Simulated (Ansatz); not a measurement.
# A family of molecules: the vertical ionisation energy

One atom is swapped for its congeners: C5H12 (neopentane) `CC(C)(C)C`; Si(CH3)4 (tetramethylsilane); Ge(CH3)4 (tetramethylgermane); Sn(CH3)4 (tetramethyltin). All are singlets with charge 0.

Shapes, held fixed at every level: PBE0-D4/def2-TZVP. Programs: Ansatz 0.2.0. Values in eV.

| level | C5H12 | Si(CH3)4 | Ge(CH3)4 | Sn(CH3)4 |
| --- | --- | --- | --- | --- |
| PBE-D4/def2-TZVPP | 10.58 | 9.78 | 9.56 | 9.10 |
| r2SCAN-D4/def2-TZVPP | 10.70 | 9.92 | 9.69 | 9.21 |
| B3LYP-D4/def2-TZVPP | 10.99 | 10.20 | 9.92 | 9.43 |
| PBE0-D4/def2-TZVPP | 10.95 | 10.18 | 9.92 | 9.44 |
| wB97M-V/def2-TZVPP | 11.11 | 10.41 | 10.13 | 9.69 |
| B2PLYP/def2-TZVPP | 11.14 | 10.41 | 10.09 | 9.56 |

At B2PLYP/def2-TZVPP the vertical ionisation energy falls at every step, from 11.14 to 9.56 eV. Every level shows the same order. For atoms past krypton def2 sets carry core potentials with scalar relativity. Relativity is left out for Ge unless named. Correlated rows may include outer-core shells of Ge, Sn, which these sets cover unevenly.

The ionisation energy falls down group 14 at every level, but unevenly: the largest drop is from carbon to silicon and the smallest from silicon to germanium. In these tetrahedral molecules the electron leaves a triply degenerate σ-bonding orbital shared between the central atom's valence p shell and the methyl groups. Down the group that p shell becomes more diffuse and less tightly bound, and its overlap with carbon weakens, so the bonding level rises. Germanium stays close to silicon because its filled 3d shell screens the nuclear charge poorly, which holds the valence shell in and offsets much of the expected change.

The order is secure, but the absolute values are less so: for each molecule the levels differ by more than the silicon–germanium step. PBE gives the lowest value throughout, probably because it overstabilises a hole spread over equivalent bonds. Removing an electron from a degenerate level invites Jahn–Teller distortion, so the vertical values don't establish the spacing of the adiabatic thresholds.
